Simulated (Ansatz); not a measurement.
# Ti: energy less free atoms and pressure against volume scale

Periodic Kohn-Sham DFT of a crystal at fixed atoms, scaled to volume_scale times the given cell; pressure positive in compression, energy less spherical unpolarised free atoms, largest_vzz the field gradient of largest size among the nuclei. The results are calculated, by Ansatz 0.2.0.

The cell before it is scaled or strained (space group Fm-3m, No. 225):
```
cell vectors (Å)
   0.0000     2.0300     2.0300
   2.0300     0.0000     2.0300
   2.0300     2.0300     0.0000
atoms (fractions of the cell vectors)
Ti  0.00000  0.00000  0.00000
```

Settings of every row: method all-electron LAPW; functional LDA; relativity scalar; k mesh 14x14x14; filling fermi-dirac; smearing width 0.05 eV; basis error target 0.25 meV/atom; nucleus gaussian.

Atom start moment: 0 on all atoms.

```csv
row,volume scale,V (Å³/atom),energy less free atoms (eV/atom),pressure (GPa)
1,0.94,15.727,-7.4602,2.352
2,0.96,16.062,-7.4623,-0.28
3,0.98,16.396,-7.4592,-2.681
4,0.99,16.564,-7.4558,-3.802
5,1,16.731,?,?
6,1.01,16.898,-7.4456,-5.894
7,1.02,17.065,-7.439,-6.87
8,1.04,17.4,-7.4227,-8.693
9,1.06,17.735,-7.4027,-10.356
```

Question: what energy less free atoms and pressure should row 5 give?

Worked fit of energy less free atoms. Take u = (V_r/V)^(2/3) − 1 with V_r = 16.731 Å³ an atom, which is twice the finite (Eulerian) strain; such expansions in the strain, on which the Birch-Murnaghan equation of state is built, carry the rest volume and the bulk modulus. The shown rows have u = 0.04212, 0.02758, 0.01358, 0.00671, -0.0066, -0.01309, -0.0258, -0.03811. Least squares give energy less free atoms = −7.45126 − 0.7631 × u + 13.25 × u² − 4.1 × u³ eV/atom; a parabola predicts inner rows, each left out in turn, worse (root mean square 7.1e-05 against 3.3e-05 eV/atom). All shown rows lie on it to the printed digit. Its lowest point lies at u = 0.0292, or V = 16.02 Å³ an atom, and the curvature there gives the bulk modulus at fixed shape and fractions, B = (4/9)(1 + u)² E″(u)/V = 121 GPa. The withheld row has u = 0, so the fit gives −7.45126 − 0.7631 × (0) + 13.25 × (0)² − 4.1 × (0)³ = -7.4513 eV/atom.

The calculation gave -7.4512 eV/atom. The fit lies 0.0001 eV/atom (0.17 % of the column's range) below it, one unit of the last digit.

Worked fit of pressure. Take u = (V_r/V)^(2/3) − 1 with V_r = 16.731 Å³ an atom, which is twice the finite (Eulerian) strain; such expansions in the strain, on which the Birch-Murnaghan equation of state is built, carry the rest volume and the bulk modulus. The shown rows have u = 0.04212, 0.02758, 0.01358, 0.00671, -0.0066, -0.01309, -0.0258, -0.03811. Least squares give pressure = −4.8733 + 157 × u + 345.13 × u² GPa; a straight line predicts inner rows, each left out in turn, worse (root mean square 0.18 against 0.0024 GPa). The rows lie off it by 0.000, 0.001, -0.003, 0.002, 0.000, -0.001, 0.001, -0.001. The pressure vanishes at u = 0.0292, or V = 16.02 Å³ an atom, and there the bulk modulus at fixed shape and fractions is B = −V dP/dV = (2/3)(1 + u) dP/du = 122 GPa. The withheld row has u = 0, so the fit gives −4.8733 + 157 × (0) + 345.13 × (0)² = -4.873 GPa.

The calculation gave -4.872 GPa. The fit lies 0.001 GPa (0.0079 % of the column's range) below it, one unit of the last digit.
